Appendix. Finite-size convergence of the chemisorption energy on a metal cluster

A.1 Premises and conventions

The metal is represented by one channel of independent electrons moving along z in 0 < z < L. The channel may be a chain cluster, or the motion normal to a slab at fixed parallel wavevector. The premises are these.

(P1) In the metal the dispersion ε(k) is smooth, even in k and increasing for k > 0, with ε(0) = 0. E_F = ε(k_F) is the Fermi level of the infinite metal, and ħv_F = ε′(k_F). A prime on ε, δ, φ or η denotes d/dk.

(P2) The far end z = L is a hard wall. A general far end is treated in A.4.

(P3) In the clean system the near end is a hard wall at z = 0, so that ψ ∝ sin kz. The adsorbate acts only within a distance R ≪ L of that end, through a one-electron potential that does not depend on L. Beyond R the solution is ψ ∝ sin(kz + δ(k)). Attraction gives δ > 0.

(P4) The temperature is zero, and the lowest levels of each spin are filled. Energies are per spin unless stated otherwise.

Two properties of δ are needed. Let u(z) be the solution that obeys the boundary condition at the near end. It depends on k only through the energy, hence through k². Matching at z = R gives tan(kR + δ) = k u(R)/u_z(R), with u_z = du/dz. The right side is odd in k, so δ(k) − δ(0) is odd in k and δ(0) is a multiple of π. The branch is fixed by counting nodes. If the adsorbate binds n_B states below the band, and there is no state exactly at threshold, the solution at k → 0 has n_B nodes and δ(0) = n_B π, which is Levinson's theorem. A Newns–Anderson orbital coupled to the end of the channel gives a boundary condition that is also a function of energy alone, so the oddness holds there too.

A.2 Levels near the Fermi energy

The wall at L requires sin(kL + δ) = 0. Define the counting function

ν(k) = [kL + δ(k)]/π.  (A1)

With the branch chosen above, the n-th level from the bottom, for n > n_B, lies at ν = n. For L + δ′ > 0 the function ν(k) is monotonic and can be inverted, and the level energies are values of one smooth function, ε_n = f(n) with f(ν) = ε(k(ν)). Its derivatives with respect to ν follow from dk/dν = π/(L + δ′):

f_1 ≡ df/dν = π ε′/(L + δ′),
f_2 ≡ d²f/dν² = π² [ε″/(L + δ′)² − ε′δ″/(L + δ′)³].  (A2)

Each further derivative brings another factor 1/L, so the j-th derivative is at most of order L⁻ʲ. At the Fermi level the spacing is, to leading order,

Δ = πħv_F/L.  (A3)

Since k_n = (nπ − δ)/L against nπ/L in the clean channel, the levels near E_F move by −pΔ, where p ≡ δ_F/π and δ_F = δ(k_F).

A.3 The sum over occupied levels

Let N′ levels be filled, bound ones included. The bound-state energies ε_b differ from their semi-infinite values by terms of order exp(−2κ_b L), κ_b being the decay constant, and these are dropped. The band levels n = n_B + 1, …, N′ remain.

Step 1, the band bottom. By the oddness of δ − n_B π, ν − n_B is odd in k, so f is even about ν = n_B, and f(n_B) = 0. The sum over n_B < n ≤ N′ is therefore one half of the sum over the symmetric range 2n_B − N′ ≤ n ≤ N′, in which the band bottom is an interior point.

Step 2, the midpoint Euler–Maclaurin formula. Taylor expansion about an integer n gives ∫ f dν over (n − ½, n + ½) = f(n) + f_2(n)/24 + f_4(n)/1920 + …. The terms f_2(n) are summed by applying the same rule to f_2, whose integral is a difference of f_1 at the two ends. For the symmetric range both ends contribute equally, and after halving

Σ f(n) = ∫ f dν over (n_B, N′ + ½) − f_1(N′ + ½)/24 + 7 f_3(N′ + ½)/5760 − ….  (A4)

If the series is cut after the f_1 term, the remainder is bounded by a constant times ∫|f_4| dν, which is a range of order L times L⁻⁴, that is O(L⁻³). The band bottom contributes no end correction.

Step 3, splitting at E_F. Put λ = k_F L/π, so that ν(k_F) = λ + p, and define

x = N′ + ½ − λ − p.  (A5)

Below k_F, change the variable to k and integrate the δ′ term by parts; the lower boundary term vanishes because ε(0) = 0:

∫ f dν over (n_B, λ + p) = (L/π) ∫₀^{k_F} ε dk + pE_F − (1/π) ∫₀^{E_F} δ dε.  (A6)

Above k_F, expand f about λ + p. With f_1 and f_2 now taken at k_F, the integral over a range x is E_F x + f_1 x²/2 + f_2 x³/6, and the end correction is −(f_1 + f_2 x)/24. This needs x of order one.

Step 4, collection. By (A5), p + x = N′ + ½ − λ, and λE_F = (L/π) ∫₀^{k_F} E_F dk. Hence

E(N′) − E_F N′ = ωL + E_F/2 + ΔΩ∞ + W(x),  (A7)

ω = (1/π) ∫₀^{k_F} (ε − E_F) dk,
ΔΩ∞ = Σ_b ε_b − (1/π) ∫₀^{E_F} δ(ε) dε,  (A8)
W(x) = (f_1/2)(x² − 1/12) + (f_2/6)(x³ − x/4) + O(L⁻³).  (A9)

Here ωL is the bulk grand potential and E_F/2 is the term of the two clean ends. ΔΩ∞ is the phase-shift integral of the semi-infinite system, known as Fumi's theorem: it equals −∫ΔN(ε)dε up to E_F, where the induced integrated density of states ΔN steps by one at each ε_b and equals δ/π in the band.

A.4 Result at fixed electron number

For the clean channel with N electrons, δ = 0 and x becomes the filling offset

m = N + ½ − k_F L/π.  (A10)

The half belongs to the definition. The midpoint between the highest filled and lowest empty clean level lies at E_F + mΔ, so m = 0 means that the bulk Fermi level sits in the middle of the gap, and m = ±½ that it coincides with a level. Let the adsorbate bring Z_σ electrons of the spin considered, N′ = N + Z_σ, so that x = m + Z_σ − p. Subtracting (A7) for the clean channel from (A7) for the covered one removes ωL and E_F/2. At order 1/L both f_1 equal Δ, so the −1/12 terms cancel as well:

E_cov(N + Z_σ) − E_clean(N) = Z_σ E_F + ΔΩ∞ + (Δ/2)[(m + Z_σ − p)² − m²] + C₂.  (A11)

The energy of the free adsorbate, which is subtracted to form a chemisorption energy, does not depend on L. For an unchanged electron number, Z_σ = 0,

ΔE_L − ΔΩ∞ = C₁ + C₂,  C₁ = (πħv_F/2L)[(m − δ_F/π)² − m²] = (Δ/2) p (p − 2m).  (A12)

The next order follows from f_1 = Δ(1 − δ′/L + …) and f_2 = π²ε″/L² + …:

C₂ = −(Δδ′_F/2L)(x² − 1/12) + (π²ε″_F/6L²)[(x³ − x/4) − (m³ − m/4)].  (A13)

The two parts of C₁ have a plain meaning. The term −pmΔ arises because the cluster has its own Fermi level, displaced by mΔ, and dΔΩ∞/dE_F = −p. The term +p²Δ/2 is the cost of drawing the charge p, which accumulates at the adsorbate, from a reservoir with only 1/Δ states per unit energy. The first reading also shows that (A12) is consistent. Moving the reference level by a small amount γ changes ΔΩ∞ by −pγ and m by −γ/Δ, so C₁ changes by +pγ and ΔE_L is unaffected.

If the clean ends are not hard walls, the clean condition is kL + φ(k) = nπ with φ odd in k. Every step holds with kL replaced by kL + φ. Then m = N + ½ − (k_F L + φ_F)/π, and L becomes L + φ′_F in Δ, which is a change at order L⁻².

A.5 What oscillates, and with what period

C₁ is 1/L times a bounded function as long as m stays of order one, and it is linear in m. The oscillation is that of m, or of the spin occupation.

Spin sum on a chain. Let δ be the same for both spins, let m̄ be the mean of m over spins, s = N↑ − N↓ before adsorption and s′ after, and Z = Z↑ + Z↓. Since m_σ = m̄ ± s/2, the sum of squares is 2m̄² + s²/2, and likewise for x with mean m̄ + Z/2 − p. The spin-summed 1/L term of (A11) is

(Δ/2)[2(m̄ + Z/2 − p)² − 2m̄² + (s′² − s²)/2].  (A14)

In the ground state |s| is 0 for an even and 1 for an odd electron number. If the adsorbate is fully screened in this one channel, the Friedel sum rule gives 2p = Z and the charge terms cancel. For even Z, |s′| = |s| and the 1/L term vanishes altogether. For odd Z it is +Δ/4 on a cluster with an even electron number and −Δ/4 on one with an odd number. This is the even–odd alternation: the added electron either opens a new level or completes a half-filled one. With Z = 0 the parity term is absent. On a half-filled nearest-neighbour chain of M sites with spacing d, for example, L = (M + 1)d and k_F d = π/2. Then m = 0 for even M, and m = +½ and −½ for the two spins for odd M. Each spin alternates with M, but m̄ = 0 and the sum is p²Δ for both parities.

Geometric oscillation. When the clean channel is filled up to the bulk E_F, N is the integer part of λ, and m is a sawtooth in L between −½ and +½ with period π/k_F, half a Fermi wavelength. Sampled at whole layers of spacing d, it advances by −k_F d/π modulo 1 per layer. The pattern is even–odd in the layer number only if k_F d/π is near a half-integer. Otherwise it is a beat whose period is the reciprocal of the distance from k_F d/π to the nearest integer.

A.6 Fixed chemical potential, and the sum over the channels of a slab

A channel in contact with a reservoir at E_F takes the N′ that minimises (A7), which at leading order is the one that brings x into the interval (−½, ½). Denote this reduced value by ⟨x⟩. The correction to the grand potential is

C_μ = (Δ/2)[⟨m − p⟩² − m²],  |m| ≤ ½,  (A15)

which equals C₁ unless a level is pulled through E_F, and never exceeds Δ/8 in size. The reduced function has zero mean about 1/12 and the Fourier series ⟨x⟩² − 1/12 = Σ_j cos[2j(k_F L + δ_F)]/(π²j²), j = 1, 2, ….

In a free-electron slab with a laterally uniform overlayer, each parallel wavevector k∥ labels a channel with normal Fermi wavevector κ = (k_F² − k∥²)^½ and normal velocity ħκ/m_e, and all channels share E_F. With d²k∥/(2π)² → κ dκ/2π, the leading term of W contributes per area and spin

(1/2π) ∫₀^{k_F} κ dκ (πħ²κ/2m_e L)(⟨x(κ)⟩² − 1/12).  (A16)

Here dx/dκ = −L/π to leading order. The function ⟨x⟩³/3 − ⟨x⟩/12 vanishes at ±½, so it is a continuous periodic antiderivative of ⟨x⟩² − 1/12, and being odd it has zero mean. Integration by parts then leaves the end point κ = k_F, which is the channel k∥ = 0, plus terms smaller by 1/L. The L⁻² terms of W also have zero mean and integrate to O(L⁻³). The result per area and spin is

ΔΩ_L/A − ΔΩ∞/A = (πE_F/6L²)[(x₀/4 − x₀³) − (m₀/4 − m₀³)] + O(L⁻³),  (A17)

where m₀ and x₀ = ⟨m₀ − p⟩ refer to k∥ = 0. The 1/L terms of the channels cancel, and an L⁻² oscillation with the period of the normal channel survives. The function x/4 − x³ has extrema ±0.0481 at x = ±1/√12. If the total electron number of the slab is fixed instead of E_F, the energy gains (δN)²/2g, where δN is the mismatch between the electrons supplied and those held at the bulk E_F, and g ∝ L is the density of states. For neutral clean surfaces and an overlayer that supplies the charge its phase shifts hold, only an oscillating δN of order 1/L per area remains, and this term is O(L⁻³). Without such neutrality a smooth 1/L term appears.

A.7 Range of validity

(i) Smooth phase. The expansion parameter is δ′_F/L. For a resonance of half-width Γ at E_F, dδ/dε = 1/Γ, so L ≫ ħv_F/Γ is required. A cluster shorter than this does not resolve the resonance, and (A12) fails.

(ii) Many levels. λ ≫ 1, m of order one, E_F many spacings away from a band edge, and L large against R and 1/κ_b.

(iii) One open channel, or uncoupled channels. A corrugated overlayer mixes k∥ with k∥ + g, g being a surface reciprocal vector, and a single phase suffices only where one of these is open. Compact three-dimensional clusters have irregular or shell-bunched levels and lie outside the derivation.

(iv) Independent electrons. The result concerns the sum of one-electron energies in a fixed potential. A net charge spread along a chain costs a Coulomb energy of order e²/(4πε₀L) per unit charge squared, up to a logarithm, which scales like Δ. Interactions thus alter the coefficient of the charge terms in (A14), and exchange alters that of the spin term.

(v) Low temperature. The grand potential at temperature T is the zero-temperature one averaged over E_F with the weight −∂n/∂ε of the Fermi function n. The j-th harmonic varies as cos(2πjε/Δ), and the average multiplies it by X/sinh X with X = 2π²j k_B T/Δ. The condition is k_B T ≪ Δ/2π².

A.8 Illustration: the normal channel of a free-electron Al(100) slab

Inputs. Aluminium is taken as fcc with three free electrons per atom and a typical lattice constant a = 4.05 Å. The density 12/a³ gives k_F = (36π²)^⅓/a = 1.749 Å⁻¹, E_F = 11.65 eV and ħv_F = 13.33 eV Å. The (100) layer spacing is d = a/2 = 2.025 Å and π/k_F = 1.796 Å. The ratio k_F d/π = (9/2π)^⅓ = 1.1273 does not depend on a, and the beat period is 7.86 layers. All numbers below are computed from unrounded values. At k∥ = 0 the shortest g of the 1×1 cell is 2π√2/a = 2.19 Å⁻¹, larger than k_F, so only one channel is open there.

Width of the box. Let a slab of n layers have background thickness D = nd, and let each clean surface give a phase η(k), so that ν = (kD + 2η)/π. The electrons per area, both spins, number (1/2π)Σ(k_F² − k_n²). The sum is the integral over ν less half the value at ν = 0, so neutrality requires (4/π)∫₀^{k_F} kη dk = k_F²/2 after an integration by parts. For a hard wall a distance b outside the background, η = kb and b = 3π/8k_F. Hence L = nd + 3π/4k_F = nd + 1.347 Å and λ = 1.1273 n + ¾.

Adsorbate. The overlayer is modelled as an extension of the well by a thickness t, so that δ = kt. It holds 12t/a³ electrons per area, and one electron per 1×1 cell of area a²/2 = 8.20 Å² requires t = d/3 = 0.675 Å. This is an illustrative choice for a monovalent overlayer. It gives δ_F = 1.180 rad and p = 0.3758. From (A8), ΔΩ∞ = −(ħ²t/πm_e)k_F³/3 = −(2/3)pE_F = −2.919 eV per spin. This is the grand-potential change of one channel, and is not an adsorption energy.

The model is exactly solvable. With Λ = λ + p, the levels are E_F n²/Λ², and Σn² = y³/3 − y/12 with y = N + ½ = Λ + x. Expanding the cube gives

E = E_F[Λ/3 + x + (x² − 1/12)/Λ + (x³ − x/4)/3Λ²],  (A18)

which is (A7) with (A9) terminating exactly, since f_1/2 = E_F/Λ and f_2/6 = E_F/3Λ². The table is for the channel k∥ = 0 with N fixed at its clean value, and Δ/2 = E_F/λ. L is in Å; Δ, C₁ and the exact ΔE_L − ΔΩ∞ are in eV per spin.

n    L       N    m        Δ      C₁       exact
5    11.47   6    0.114    3.65   0.102    0.110
6    13.50   7    −0.014   3.10   0.235    0.232
8    17.55   9    −0.268   2.39   0.409    0.388
9    19.57   10   −0.395   2.14   0.469    0.441
10   21.60   12   0.477    1.94   −0.211   −0.209
12   25.65   14   0.223    1.63   −0.022   −0.019
17   35.77   19   −0.413   1.17   0.264    0.255
18   37.80   21   0.459    1.11   −0.113   −0.112

The correction climbs as m falls, and drops between 9 and 10 layers and again between 17 and 18, where one added layer brings two levels below E_F. There is no even–odd pattern in n. The pairs n = 9, 17 and n = 10, 18 have similar m and show the 1/L decay. The largest departure of C₁ from the exact value in the table is 0.028 eV at n = 9. There C₂ = −0.029 eV and C₁ + C₂ = 0.440 eV. For n = 8, 9 and 17, m − p is below −½, a level crosses E_F, and a channel free to exchange electrons has C_μ = 0.066, −0.111 and −0.074 eV in place of C₁. A chain of the nine-layer length with an odd-Z screened adsorbate would alternate by ±Δ/4 = ±0.53 eV.

Neglected effects, sized at n = 9. The third decimal of the table belongs to the model only.

Finite barrier. Replace each wall by a step of height E_F + Φ, with the compiled work function Φ(100) = 4.31 eV (Tran 2019). Matching to a decaying exponential gives η = arcsin(k/k₀) + kb, with ħ²k₀²/2m_e = E_F + Φ, and neutrality fixes k_F b = 0.238. Then η_F = 1.262 rad against 3π/8 = 1.178 rad. The two surfaces lower m by 0.054, which raises C₁ by 0.04 eV, and the effective length D + 2η′_F grows by 0.81 Å.

Lattice potential. The Bragg plane at k = π/d lies 2.48 eV below E_F. In a two-wave model with a typical matrix element of about 0.75 eV, the velocity at k_F is lower by 4 per cent.

Coulomb scale. e²/(4πε₀L) = 0.74 eV against Δ = 2.14 eV. For an isolated chain this rivals C₁ itself, so the charge terms are then right in scaling only.

Resonant adsorbate. An illustrative Γ = 1 eV gives ħv_F/Γ = 6.6 layers, so most rows of the table would be outside the asymptotic range.

Temperature. The factor X/sinh X for j = 1 is 0.99 at 300 K and 0.87 for a Fermi smearing of 0.1 eV.

The whole slab. For six layers, (A17) times two spins and the cell area has the prefactor 0.549 eV and gives −19 meV per adsorbate. The exact value follows from Ω/A = −(k_F²E_F/8π)Σ(1 − n²/Λ²)² per spin, obtained by integrating each two-dimensional subband up to E_F, after removal of the smooth part 8Λ/15 − ½ of the sum. It is −15 meV, so at this thickness the leading term supports one figure. As typical knowledge, computed adsorption energies on aluminium slabs of six or more layers vary by a few tens of meV with thickness, so the single-channel figures in the table overshoot the real slab about tenfold; the cancellation in (A16) is the reason. With the bracket of (A17) limited to twice 0.0481, the model's leading slab term is at most 53 meV per adsorbate at six layers and 15 meV at twelve.